The pressure in this table is the stress left in a crystal whose atoms and cell edges are held fixed: the rate at which the energy would fall if the volume grew. It was computed for one cell of rhodium metal with five density functionals of the gradient-corrected kind. A positive value means that the functional wants a larger cell, and a negative value that it wants a smaller one. No outside load is applied.

Ansatz 0.2.0, plane-wave DFT with PAW potentials and the functional named in each row, for fcc Rh in a fixed one-atom cell (edges 2.684 Å), without spin polarization. Cutoffs are 470 eV for the waves and 1880 eV for the density, with a 14×14×14 k mesh and cold smearing of width 0.15 eV. Pressure is positive in compression.

```tsv
functional	pressure (GPa)
PBE	7.400
PBEsol	-3.610
revPBE	10.790
RPBE	12.130
BLYP	21.360
```

Because the crystal is the same in every row, the spread of about 25 GPa comes from the functionals. To see its weight, divide each pressure by three times the bulk modulus, for which a rough recalled value is 270 GPa. PBE would then lengthen the cell edge by about 0.9 %, and BLYP by about 2.6 %. The BLYP figure is the rougher of the two, because the stiffness of the metal changes over so large a stretch. A slab or film model built on this cell therefore starts out strained by an amount that depends on the functional.

**What can differ between the rows**

Picture the lattice opening slightly. The density close to each nucleus hardly changes, but the density in the outer parts of the atoms and between them becomes thinner. Thin density means a long local electron wavelength, and over much of this region the density is expected to change by a larger share of itself within one wavelength. A gradient-corrected functional responds to this share, which is measured by a pure number s, the reduced gradient. It multiplies the exchange energy of a uniform electron gas by an enhancement factor F(s), which is 1 where the density is flat and grows with s.

Three properties of F could set the pressure. One is how it starts at small s, where F ≈ 1 + μs² and the initial curvature is fixed by μ. Another is the ceiling that F approaches at very large s. The third is its steepness in between, where the curve has begun to bend but is still far from its ceiling.

**PBE to PBEsol: the start looks decisive**

The first step down the table goes from 7.4 GPa to −3.6 GPa. PBEsol has the same ceiling as PBE, so the ceiling can't explain this step. What changes in its exchange is μ, which drops from 0.22 to 0.12. A weaker start means a smaller gain of exchange energy when the lattice opens, so the cell prefers to be smaller.

This makes μ an attractive explanation for the whole table, all the more because the exchange part of BLYP has the largest μ and BLYP the highest pressure. One reservation applies from the outset. PBEsol also weakens the gradient dependence of correlation, so the drop of 11 GPa can't be read as the effect of exchange alone.

**revPBE: the ceiling looks decisive**

The next row weakens the case for μ. revPBE has the μ and the correlation of PBE, yet its pressure is 3.4 GPa higher. The one parameter changed is the ceiling of F, raised from 1.804 to 2.245. It is tempting to conclude that a higher ceiling makes a larger crystal, and BLYP seems to agree, since its exchange factor has no ceiling at all.

**RPBE: neither end of the curve decides**

RPBE settles the matter between these two. It has the μ, the ceiling and the correlation of PBE, and still its pressure is 4.7 GPa higher. It even exceeds revPBE, whose ceiling is higher. What distinguishes RPBE is the path between the two ends: its F bends over later than that of PBE. The higher ceiling of revPBE also delays the bend, so revPBE can gain pressure even if F never comes near its ceiling.

Limiting cases show where on the curve the decision falls. If only very small s mattered, PBE, revPBE and RPBE would give the same pressure. If only very large s mattered, revPBE would lie above RPBE. The computed order fits neither limit, and so points to moderate gradients.

**A worked estimate for revPBE**

Suppose that the push outward is proportional to the steepness dF/ds at one typical s, with the same factor of proportionality for each functional. This is a simplification. Thinning the density also costs exchange energy directly, and the model ignores how this cost varies with F from one functional to the next.

Let κ be the ceiling minus 1. For PBE and revPBE, the first bend of the curve lowers F below 1 + μs² by μ²s⁴/κ. For RPBE, which has a different formula, the lowering is only half as large, μ²s⁴/(2κ). With κ = 0.804 for PBE and RPBE and κ = 1.245 for revPBE, the rise from PBE to revPBE, as a share of the rise from PBE to RPBE, should be

2 × (1 − 0.804/1.245) = 0.708.

Both μ and s have dropped out. The rise from PBE to RPBE is 12.13 − 7.40 = 4.73 GPa, so revPBE should lie 0.708 × 4.73 = 3.35 GPa above PBE, at 10.75 GPa. The table has 10.79 GPa. PBE and RPBE served as fixed points, while the computed pressure of revPBE took no part in the estimate.

With the full formulas for F the answer barely moves as long as s stays at or below about 1. At s = 2 the model puts revPBE above RPBE, against the table. The agreement therefore favours values of s up to about 1 over much larger ones, without singling out any one of them. It doesn't prove the picture of the thinning density, because F itself, used in place of its steepness, gives the same ratio at small s.

The difference between revPBE and RPBE, 1.3 GPa, is the smallest in the table and the least secure. The runs themselves gave no warnings, but the data makers' tests on other systems suggest that a k mesh as coarse as this one can shift energies by up to 40 meV an atom. The shared cell and mesh should cancel much of this between rows, but the effect on the pressure was not tested.

**Back to PBEsol: a weaker test**

The same model can be turned on PBEsol, still with PBE and RPBE as fixed points. Here the answer depends heavily on the chosen s: about −22 GPa at s = 0.5, −3 GPa at 0.8 and +1 GPa at 1.0. The middle value comes close to the computed −3.6 GPa, but only because s can be chosen to suit.

PBEsol is therefore compatible with the explanation without testing it independently. Since its correlation differs as well, s = 0.8 should not be read as a measured property of rhodium. What survives is the direction: a curve that rises less steeply at moderate s goes with a smaller preferred cell.

**BLYP: where exchange steepness fails**

The last row is the hardest for each of the three explanations. A straight line in μ through PBEsol and PBE would put BLYP near 14 GPa, well short of the computed 21.4 GPa. Steepness does worse. The exchange factor of BLYP starts fastest but also bends early, and at s = 0.8 it is about as steep as that of PBE.

The model accordingly places BLYP at about 7 GPa, which leaves 14 GPa unexplained. Among the values of s tried, from 0.5 to 2, the highest prediction is about 12 GPa. A still smaller s is expected to raise it further, because the fast start of the BLYP curve then counts for more. But that would ruin PBEsol, which the model already puts about 18 GPa too low at s = 0.5. The missing ceiling is no help either, since RPBE has already shown that a higher ceiling need not mean a higher pressure.

Part of the misfit may lie in exchange, which a model with one typical s describes only roughly. The other candidate is correlation, for which BLYP uses the LYP formula. The limit of a uniform electron gas shows why this matters. PBE correlation is built to be right there, whereas LYP gives only about 64 % of the correlation energy at the mean density of rhodium's nine valence electrons. Its binding also grows too slowly when the gas is compressed, so it resists expansion less and leaves a higher outward pressure.

A crude estimate for such a gas gives an extra pressure of a few GPa. The sign is right, but the amount is too small to account for the whole excess. The way LYP treats gradients may supply the rest, which is a guess, because the pressure was not split into exchange and correlation. A run with the exchange of BLYP and the correlation of PBE would separate the two.

For choosing a functional, this suggests a rule with a clear boundary, though it rests here on three functionals and a single metal. The rows are also a selection, which leaves out runs that failed or met a known fault of the program, so the rule has not been tried on every functional that might contradict it. Between functionals that share their correlation, compare how steeply F rises up to about s = 1, and expect the steeper one to prefer the larger metal cell. Once the correlation changes too, the comparison is no longer safe. For BLYP it misses most of the difference from PBE, whether the cause lies in correlation or in exchange.
